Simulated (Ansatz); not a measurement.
YCl: pressure and energy less free atoms as volume per atom varies

All results are calculated (Ansatz 0.2.0). Periodic Kohn-Sham DFT of a crystal at fixed atoms; pressure and stress are positive in compression; the energy is the free energy less that of spherical unpolarised free atoms; site moments are those in the method's own spheres, positive along +z.

Cell of the first row (space group R-3m, No. 166):
```
CELL_PARAMETERS angstrom
1.83790 1.06110 8.98770
-1.83790 1.06110 8.98770
0.00000 -2.12220 8.98770
ATOMIC_POSITIONS crystal
Y 0.21683 0.21683 0.21683
Y 0.78317 0.78317 0.78317
Cl 0.38830 0.38830 0.38830
Cl 0.61170 0.61170 0.61170
```

Settings of every row: method all-electron LAPW; functional PBEsol; relativity scalar; k mesh 8x8x8; filling fermi-dirac; smearing width 0.02 eV; basis error target 1 meV/atom; nucleus gaussian.

Atom start moment: 0 on all atoms.

Limits: a layered crystal: even scaling strains the bonds within the layers, so this curve is stiffer than the crystal under pressure.

```
row  volume per atom (Å³)  pressure (GPa)  energy less free atoms (eV/atom)
  1                26.291           2.438                           -4.9301
  2                 26.85           1.307                           -4.9366
  3                27.409               ?                                 ?
  4                27.689          -0.213                           -4.9394
  5                27.969          -0.675                           -4.9386
  6                28.248          -1.116                            -4.937
  7                28.528          -1.537                           -4.9347
  8                29.087          -2.322                           -4.9279
  9                29.647          -3.035                           -4.9186
```

Question: what pressure and energy less free atoms should row 3 give?

Worked fit of pressure. Take u = (V_r/V)^(2/3) − 1 with V_r = 28.108 Å³ an atom, which is twice the finite (Eulerian) strain; such expansions in the strain, on which the Birch-Murnaghan equation of state is built, carry the rest volume and the bulk modulus. The shown rows have u = 0.04556, 0.031, 0.01006, 0.00331, -0.00331, -0.00984, -0.02257, -0.03491. Least squares give pressure = −0.8971 + 66.529 × u + 149.33 × u² − 62 × u³ GPa; a parabola predicts inner rows, each left out in turn, worse (root mean square 0.001 against 0.00032 GPa). All shown rows lie on it to the printed digit. The pressure vanishes at u = 0.0131, or V = 27.56 Å³ an atom, and there the bulk modulus at fixed shape and fractions is B = −V dP/dV = (2/3)(1 + u) dP/du = 47.6 GPa. Letting shape and atoms relax would as a rule lower it, by much in layered, chain or molecular crystals. The withheld row has u = 0.01693, so the fit gives −0.8971 + 66.529 × (0.01693) + 149.33 × (0.01693)² − 62 × (0.01693)³ = 0.272 GPa.

The calculation gave 0.271 GPa. The fit lies 0.001 GPa (0.018 % of the column's range) above it, one unit of the last digit.

Worked fit of energy less free atoms. Take u = (V_r/V)^(2/3) − 1 with V_r = 28.108 Å³ an atom, which is twice the finite (Eulerian) strain; such expansions in the strain, on which the Birch-Murnaghan equation of state is built, carry the rest volume and the bulk modulus. The shown rows have u = 0.04556, 0.031, 0.01006, 0.00331, -0.00331, -0.00984, -0.02257, -0.03491. Least squares give energy less free atoms = −4.9379 − 0.2386 × u + 9.003 × u² eV/atom; a straight line predicts inner rows, each left out in turn, worse (root mean square 0.0048 against 3.2e-05 eV/atom). All shown rows lie on it to the printed digit. Its lowest point lies at u = 0.0133, or V = 27.56 Å³ an atom, and the curvature there gives the bulk modulus at fixed shape and fractions, B = (4/9)(1 + u)² E″(u)/V = 47.8 GPa. Letting shape and atoms relax would as a rule lower it, by much in layered, chain or molecular crystals. The withheld row has u = 0.01693, so the fit gives −4.9379 − 0.2386 × (0.01693) + 9.003 × (0.01693)² = -4.9394 eV/atom.

The calculation gave -4.9393 eV/atom. The fit lies 0.0001 eV/atom (0.48 % of the column's range) below it, one unit of the last digit.
